Q: The highest filled and the lowest empty orbital of this molecule lie 11.69 eV apart. As a photon energy that would mean light of about 110 nm. Yet the first excited state is computed at 6.84 eV, which is near 180 nm. Is one of the two numbers wrong?

A: They describe different events. With the functional used here, as in Hartree–Fock theory, the energy of an empty orbital is roughly that of an extra electron arriving at the neutral molecule. The orbital energy difference is therefore close to the cost of removing an electron and adding one independently. Absorbed light does something cheaper: it moves an electron within the molecule, where the electron stays close to the positive hole it has left.

Vertical singlet excitations of gas-phase CH4Cl2Si (SMILES ClC[SiH2]Cl, nearly Cs), computed with PySCF 2.14.0 using TDDFT at wB97X-D/def2-SVPD with density fitting and core orbitals frozen in the response. The geometry is from PBE0-D3(BJ)/def2-SVP. Each state is labelled by its leading orbital pair; n/a marks a pair whose empty-orbital energy was not listed.

| state | from | to | energy (eV) | weight of the pair | orbital energy difference (eV) |
| --- | --- | --- | --- | --- | --- |
| 1 | HOMO | LUMO | 6.84 | 0.82 | 11.69 |
| 2 | HOMO-1 | LUMO | 7.23 | 0.72 | 12.18 |
| 3 | HOMO-2 | LUMO | 7.72 | 0.77 | 12.39 |
| 4 | HOMO | LUMO+1 | 7.72 | 0.63 | 12.24 |
| 5 | HOMO-3 | LUMO | 8.09 | 0.48 | 12.81 |
| 6 | HOMO-1 | LUMO+1 | 8.30 | 0.80 | 12.73 |
| 7 | HOMO-2 | LUMO+1 | 8.51 | 0.27 | 12.94 |
| 8 | HOMO-2 | LUMO+1 | 8.51 | 0.51 | 12.94 |
| 9 | HOMO | LUMO+3 | 8.87 | 0.48 | n/a |
| 10 | HOMO-1 | LUMO+2 | 8.98 | 0.34 | 13.10 |

Q: So the gap between the two numbers is the attraction between electron and hole?

A: Mainly, yes, less some repulsion that singlet states also carry. The size is reasonable: two opposite unit charges 3 Å apart attract each other with about 5 eV, and this molecule is only a few ångström long. In the table, the state lies between 4.1 and 5.0 eV below its orbital energy difference wherever that difference is listed. That is a large share of the orbital difference, so the correction can't be treated as a detail.

Q: Could I then subtract one fixed number and be done?

A: That is the simplest smooth model, and it is a fair first guess. The average lowering of states 1 to 6 is 4.7 eV, and subtracting it reproduces those six energies with a typical miss of 0.18 eV. I set the constant on these states because 7 and 8 share one label, while state 10 has only about a third of its weight in the pair that names it.

Q: A typical miss of 0.18 eV in about 8 eV sounds harmless.

A: It is harmless if you want to know roughly where absorption lies. It matters if you want the order of the states. Compare states 5 and 6: the orbital energy difference puts state 6 lower by 0.08 eV, but the computed state is higher by 0.21 eV. A fixed subtraction can never reverse an order, so the lowering itself must differ from state to state.

Q: What makes it differ?

A: Look first at where the electron goes. The four states that lead into the LUMO are lowered by 4.8 eV on average, while states 4 and 6, which lead into LUMO+1, are lowered by about 4.5 eV. The LUMO is spread over both chlorines, silicon and carbon. LUMO+1 has less weight on the chlorines, and the chlorines are where most of the hole sits.

Q: So an electron is held more tightly when it lands on the atom it came from?

A: That is the physical picture. Two opposite charges on one atom are closer together than two charges on neighbouring atoms, so they attract more strongly. The repulsion in singlet states can grow with such sharing too, so the table has to show which effect wins. To put a number on the sharing, take for each carbon, silicon and chlorine atom the fraction of the filled orbital found there, multiply it by the fraction of the empty orbital found there, and add up the products. Hydrogen atoms and small fractions that the calculation did not list are left out. I call the sum the shared weight, $S$; it grows when hole and electron use the same atoms.

Q: Does the lowering follow $S$?

A: Among the four LUMO states it follows in exact order: the more sharing, the further the state lies below its orbital energy difference. A straight line fitted to states 1 to 6 gives

$$E \approx \Delta\varepsilon - (3.96 + 3.84\,S)\ \text{eV},$$

where $E$ is the energy of the state and $\Delta\varepsilon$ the orbital energy difference. The typical miss falls from 0.18 to 0.07 eV, at the price of one more constant. The printed output after this text gives the shared weights and the misses of the fixed subtraction row by row.

Q: Does the line reproduce the way states 5 and 6 change places?

A: It does, though both were part of the fit. State 5 has $S = 0.213$ and state 6 has $S = 0.143$, so the line lowers state 5 by about $3.84 \times 0.07 \approx 0.27$ eV more. That outweighs the 0.08 eV by which its orbital difference is larger, and state 6 ends up about 0.19 eV higher. One caution is that state 5 has just under half of its weight in the named pair, so its $S$ describes only part of the state.

Q: Then try the line on a state that it has not seen.

A: Take state 10, which moves an electron from HOMO-1 to LUMO+2. Its orbital energy difference is 13.10 eV and its shared weight is 0.204, so the line gives

$$E \approx 13.10 - (3.96 + 3.84 \times 0.204) \approx 8.4\ \text{eV}.$$

The computed energy is 8.98 eV, so the estimate is about 0.6 eV too low. That is many times the typical miss on the fitted states. The fixed subtraction fails by nearly as much, 0.57 eV, and in the same direction.

Q: What is different about that state?

A: Its name describes it badly. The pair HOMO-1 to LUMO+2 carries a weight of only 0.34. The same calculation finds a further 0.17 in HOMO-1 to LUMO+3 and 0.12 in HOMO-1 to LUMO. The state is a blend of several such moves, and the model used the orbital difference of just one of them. All three leave the same filled orbital, so what the name mostly misses is where the electron goes.

Q: Why should blending push the energy up rather than down?

A: Blending can do either, depending on which member of the group you look at. When two electron moves of the same symmetry mix, one resulting state comes out below both and the other above both. State 2 is mostly HOMO-1 to LUMO with a little HOMO-1 to LUMO+2, so it is a lower partner of state 10. That argues for an energy above the simple estimate. State 10 also contains a move into LUMO+3, which starts from a larger orbital difference. Mixing with a higher move pushes a state down, so this part probably works the other way.

Q: Does the mixing account for the whole 0.6 eV?

A: The numbers don't settle that. The weights show that the state is mixed, but they don't turn the mixing into an energy. There is also a second candidate: a higher empty orbital may be more spread out and so hold its electron less tightly to the hole. That is a guess here, and computing the size of the electron cloud in each excited state would test it.

Q: Is there anything in its favour?

A: There is one hint. A straight line that uses the energy of the empty orbital instead of the shared weight, fitted to the same six states, misses state 10 by only 0.14 eV. On the fitted states it does slightly worse than the shared weight, with a typical miss of 0.09 eV. But only two different empty orbitals occur among the fitted states, so this line is an extrapolation from two orbital energies. Six states are too few to choose between the two lines, and both effects may be at work. What is firm is that no single pair of these orbitals describes state 10 well; how much of its shift comes from the mixing stays open.

Q: And states 7 and 8? They have the same label and the same energy.

A: They are a milder case of the same trouble with names. The move from HOMO-2 to LUMO+1 is divided between them, with weights of 0.27 and 0.51. Two states of different symmetry happen to lie at almost the same energy. In an exactly symmetric calculation they could not mix, but here slight deviations from symmetry are enough to blend them, so the division is an artefact. The two weights add up to nearly 0.8, which is roughly what one unblended state would carry. It is safer to read the two states as a pair near 8.51 eV than to assign the label to either one.

Q: Can I carry the 4.7 eV over to a related molecule?

A: I would carry over the reasoning and compute the number afresh. The LUMO here lies 1.32 eV above zero, which suggests that an extra electron would not stay bound to the neutral molecule at this geometry. The energy of such an orbital depends on how far the basis set lets it spread, so the orbital difference and the lowering depend on that too. The atomic fractions behind $S$ are rough for the same reason.

Q: What should I look at first, then, when someone hands me orbital energies and asks for a spectrum?

A: Begin with the method that produced them. A functional without exact exchange often gives an orbital difference that is already near the excitation energy. With Hartree–Fock or a functional like the one used here, the bare difference is too high by several electronvolts in a small molecule. In that case, ask next where the hole and the electron sit: sharing atoms went with a larger lowering here, by a few tenths of an electronvolt. Last, check the weight of the leading pair. A low weight is a warning, and its cause matters: state 10 needs several empty orbitals to describe where its electron goes, while in states 7 and 8 one move is split between two states that happen to have nearly equal energies. In any such case, rely on the full excited-state energy and not on an estimate from one orbital pair.

Printed output of the fit:

```
Lowering below the orbital difference:
  row  lowering_eV  energy_less_constant_model_eV  shared_atom_weight
    1         4.85                          -0.16              0.2287
    2         4.95                          -0.26              0.2507
    3         4.67                           0.02              0.1498
    4         4.52                           0.17              0.1528
    5         4.72                          -0.03              0.2133
    6         4.43                           0.26              0.1428
    7         4.43                           0.26              0.1201
    8         4.43                           0.26              0.1201
   10         4.12                           0.57              0.2042
Mean lowering, rows 1 to 6 (eV): 4.69
Rms miss of the constant model, rows 1 to 6 (eV): 0.1784
Mean lowering, LUMO rows 1, 2, 3, 5 (eV): 4.797
Mean lowering, LUMO+1 rows 4 and 6 (eV): 4.475
Orbital difference, row 6 less row 5 (eV): -0.08
State energy, row 6 less row 5 (eV): 0.21
Lowering, row 2 less row 10 (eV): 0.83
fit of low on 6 rows (n < 7): constant 3.961 +/- 0.16, coefficient of shared 3.843 +/- 0.82; rms 0.07, worst 3 -0.133, leave-one-out rms 0.103
  rows outside the fit (model, value, miss): 7 4.422, 4.43, -0.0075; 8 4.422, 4.43, -0.0075; 10 4.746, 4.12, 0.626
fit of low on 6 rows (n < 7): constant 5.561 +/- 0.27, coefficient of elev -0.5799 +/- 0.18; rms 0.0934, worst 2 -0.152, leave-one-out rms 0.13
  rows outside the fit (model, value, miss): 7 4.475, 4.43, 0.045; 8 4.475, 4.43, 0.045; 10 4.262, 4.12, 0.142
```
